Question. A perfect silicon crystal is held at twelve volumes, and its pressure is computed at each with density-functional theory (PBE). Answer the seven parts below from the table and, for the third and the last, from what you know of bonding and bands. Volume is given per atom, and shortest distance is the Si–Si bond length.

Ansatz 0.2.0 calculations with PBE and scalar-relativistic frozen-core PAW (set soft_2), without spin polarisation, for diamond-structure silicon in a two-atom cell. The plane-wave cutoff is 420 eV, the k mesh 11×11×11 and the Fermi-Dirac smearing width 0.08 eV. Pressure is positive in compression.

```
volume (Å³/atom)  shortest distance (Å)  pressure (GPa)
          18.822                  2.304           8.848
          18.832                  2.304           8.781
          19.222                  2.320           6.330
          19.423                  2.328           5.165
          19.623                  2.336           4.058
          19.823                  2.344           3.007
          20.023                  2.352           2.009
          20.224                  2.359           1.061
          20.424                  2.367           0.160
          20.624                  2.375          -0.694
          20.824                  2.383          -1.505
          21.225                  2.398          -3.005
```

1. At what volume would this crystal settle if released?

Answer. It would settle where the pressure is zero, between 20.424 and 20.624 Å³/atom. Interpolation puts the point at about 20.46. At smaller volumes the crystal pushes outward against its cell. At larger ones the pressure is negative: the crystal is under tension and pulls back.

2. Which is harder, squeezing the crystal or stretching it?

Answer. Squeezing. Start at 20.424, close to rest, and change the volume by 0.80 Å³/atom each way. Going inward raises the pressure by 3.9 GPa, while going outward lowers it by only 3.2 GPa.

Remark. The bulk modulus B measures this resistance: it is the pressure rise divided by the fractional loss of volume. Slopes between neighbouring rows give 79 GPa at the stretched end and 119 GPa between 18.832 and 19.222. Silicon therefore has no single stiffness over this range; B grows by about 4 GPa for each GPa of pressure.

3. Why does it stiffen?

Answer. Two large tendencies nearly cancel. Confining electrons to less space raises their kinetic energy, which pushes the crystal apart. Electrostatic attraction and exchange-correlation hold it together. In the simplest electron-gas picture the kinetic part grows as 1/length² and the attraction only as 1/length, so the push gains on the pull as the cell shrinks, and gains faster with every step. That quickening is the stiffening. Worked out at rest, these two powers alone would make B rise by 3 GPa for each GPa of pressure, not far from the 4 found here.

Remark. The energy parts of the same runs show the cancellation. From 19.222 to 20.624 the kinetic part falls by 2.3 eV per two-atom cell, and the electrostatic and exchange-correlation parts together rise by 3.0 eV. With the remaining terms, the total changes by only 0.05 eV. How the energy is divided depends on the PAW method, so these parts support the picture of opposing tendencies but not its exact powers: the kinetic part listed here falls by 3%, where 1/length² would give 5%.

4. Estimate the pressure at 19.222 Å³/atom from the resting volume V₀ and the bulk modulus B at rest.

Answer. Let the energy grow as the square of the strain f, measured relative to the deformed crystal:

f = [(V₀/V)^(2/3) − 1]/2
E = (9/2) V₀ B f²

Pressure is minus the slope of energy against volume, which gives Birch's second-order law:

P = (3B/2) [(V₀/V)^(7/3) − (V₀/V)^(5/3)]

With V₀ = 20.46 Å³/atom and B = 89.4 GPa, the ratio V₀/V is 1.064 and the bracket is 0.0471. Hence P = 1.5 × 89.4 × 0.0471 = 6.3 GPa, as in the table.

Remark. V₀ and B were fitted to all twelve rows, this one included, so the agreement is no independent prediction. The instructive comparison is with a constant stiffness, P = B ln(V₀/V), which gives only 5.6 GPa from the same two constants. Birch's law does better because it has stiffening built in. Its largest miss, 0.03 GPa, is at the most stretched row; the printed analysis after this text compares both laws.

5. Can the rows 18.822 and 18.832 give an accurate bulk modulus?

Answer. No. Their volumes differ by 0.010 Å³/atom, and each is printed only to 0.001. The printed digits allow anything from 113 to 142 GPa. Each pressure is well determined, but a slope needs a difference much larger than the last digit. The fault lies in the rounding, not in the runs: their unrounded outputs give 124 GPa, in line with the other rows.

6. Real silicon has roughly 20 Å³/atom (a rounded, recalled value). Is it therefore under 2 GPa of internal pressure?

Answer. No. The 2.0 GPa at 20.023 mainly reflects a known habit of PBE, which makes the silicon cell slightly too large. The computed resting volume is 2.2% above that row. LDA, a functional that binds more tightly, would move the zero to a smaller volume and lower the pressure at this one.

Remark. The smoothness of the column shows numerical precision, not agreement with nature. For a stress estimate, count volume changes from the crystal's own computed resting point.

7. Does a shorter bond widen the band gap?

Answer. Not the gap that matters in silicon. In the same runs the smallest gap on the k mesh narrows from 0.70 eV at the largest volume to 0.47 eV at the smallest. Over the same compression, an antibonding s-like level at the zone centre moves 1.4 eV further from the valence top. The familiar rule, that a shorter bond parts bonding and antibonding levels more widely, suits that level. It hardly shows in the p-like antibonding levels at the same point, which move away by only 0.05 eV. It fails for the lowest conduction states, which lie near the zone boundary and set the smallest gap.

Remark. Near rest the computed gap on this k mesh shrinks by about 21 meV per GPa of uniform pressure. This figure should not be carried over to stress along a single axis. Such stress also distorts the cell and can split the band edges, which is expected to change the gap more than the uniform part does, so it needs a calculation of its own. PBE gaps are too small in themselves, so the shift is more useful here than the gap.

Output of the analysis:

```
fit of pressure on 12 rows: constant 2.285 +/- 0.087, coefficient of lv -100 +/- 2.3; rms 0.274, worst 21.225 -0.538, leave-one-out rms 0.362
fit of pressure on 12 rows: coefficient of t7 141 +/- 0.2, coefficient of t5 -139 +/- 0.2; rms 0.0156, worst 21.225 -0.0343, leave-one-out rms 0.0204
volume at zero pressure, Birch law (Å³/atom): 20.46
cubic edge at zero pressure, Birch law (Å): 5.47
excess of that volume over row 20.023 (%): 2.192
bulk modulus at zero pressure, Birch law (GPa): 89.38
largest bulk modulus from neighbouring rows, 18.832 to 19.222 (GPa): 119.4
smallest bulk modulus from neighbouring rows, 20.824 to 21.225 (GPa): 78.75
mean rise of bulk modulus per GPa of pressure: 4.147
largest difference of energy slope and mean pressure of neighbours (GPa): 0.02171
pressure change from 20.424 inward to 19.623 (GPa): 3.898
pressure change from 20.424 outward to 21.225 (GPa): -3.165
close pair, lowest bulk modulus allowed by printed digits (GPa): 112.9
close pair, highest bulk modulus allowed by printed digits (GPa): 142.2
expansion 19.222 to 20.624, smooth kinetic energy (eV/cell): -2.347
same, Ewald plus local plus Hartree energy (eV/cell): 1.931
same, exchange-correlation energy of the smooth part (eV/cell): 1.04
same, nonlocal plus one-centre PAW energy (eV/cell): -0.67
same, total free energy (eV/cell): -0.04563
sampled gap change per GPa near zero pressure (meV/GPa): -20.63
compression 21.225 to 18.822, sampled indirect gap (eV): -0.2309
same, valence top to triple level at Gamma (eV): 0.0476
same, valence top to single level at Gamma (eV): 1.383
```
